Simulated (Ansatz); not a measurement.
## La₂O₃: energy above lowest point against volume scale

Free energy against uniform scaling of the volume at fixed shape and fractions; periodic cell, basis, potentials, k mesh and filling as listed. The results are calculated, by Ansatz 0.2.0.

The cell before it is scaled or strained (space group P-62m, No. 189):
```
cell vectors (Å)
   6.2668     0.0000     0.0000
  -3.1334     5.4272     0.0000
   0.0000     0.0000     3.2998
atoms (fractions of the cell vectors)
La  0.33333  0.66667  0.50000
La  0.66667  0.33333  0.50000
O   0.49199  0.49199  0.00000
O   0.00000  0.50801  0.00000
O   0.50801  0.00000  0.00000
```

Settings of every row: functional LDA; dispersion none; potentials PAW; wave cutoff 500 eV; density cutoff 2000 eV; k mesh 6x6x6; k shift 0x0x0; occupations fixed; smearing width 0 eV; spin none.

Limits: the cell comes from a prototype or a list of computed structures and needn't be the stable phase.

```csv
row,volume scale,V (Å³/atom),energy above lowest point (meV/atom)
1,0.88,19.752,70.8
2,0.92,20.65,19.2
3,0.96,21.548,0
4,1,22.446,6.9
5,1.04,23.344,34.9
6,1.08,24.242,79.6
7,1.12,25.14,?
```

Question: what energy above lowest point should row 7 give?

Worked fit of energy above lowest point. Take u = (V_r/V)^(2/3) − 1 with V_r = 21.997 Å³ an atom, which is twice the finite (Eulerian) strain; such expansions in the strain, on which the Birch-Murnaghan equation of state is built, carry the rest volume and the bulk modulus. The shown rows have u = 0.07441, 0.04303, 0.01384, -0.01338, -0.03885, -0.06273. Least squares give energy above lowest point = 0.57 − 262.2 × u + 16047 × u² + 2200 × u³ meV/atom; a parabola predicts inner rows, each left out in turn, worse (root mean square 0.23 against 0.084 meV/atom). The rows lie off it by 0.0, 0.0, 0.0, 0.0, 0.1, 0.0. Its lowest point lies at u = 0.0082, or V = 21.73 Å³ an atom, and the curvature there gives the bulk modulus at fixed shape and fractions, B = (4/9)(1 + u)² E″(u)/V = 107 GPa. Letting shape and atoms relax would as a rule lower it, by much in layered, chain or molecular crystals. The withheld row has u = -0.08519, so the fit gives 0.57 − 262.2 × (-0.08519) + 16047 × (-0.08519)² + 2200 × (-0.08519)³ = 138.0 meV/atom.

The calculation gave 137.9 meV/atom. The fit lies 0.1 meV/atom (0.073 % of the column's range) above it, one unit of the last digit. This row lies beyond the range of the fit.
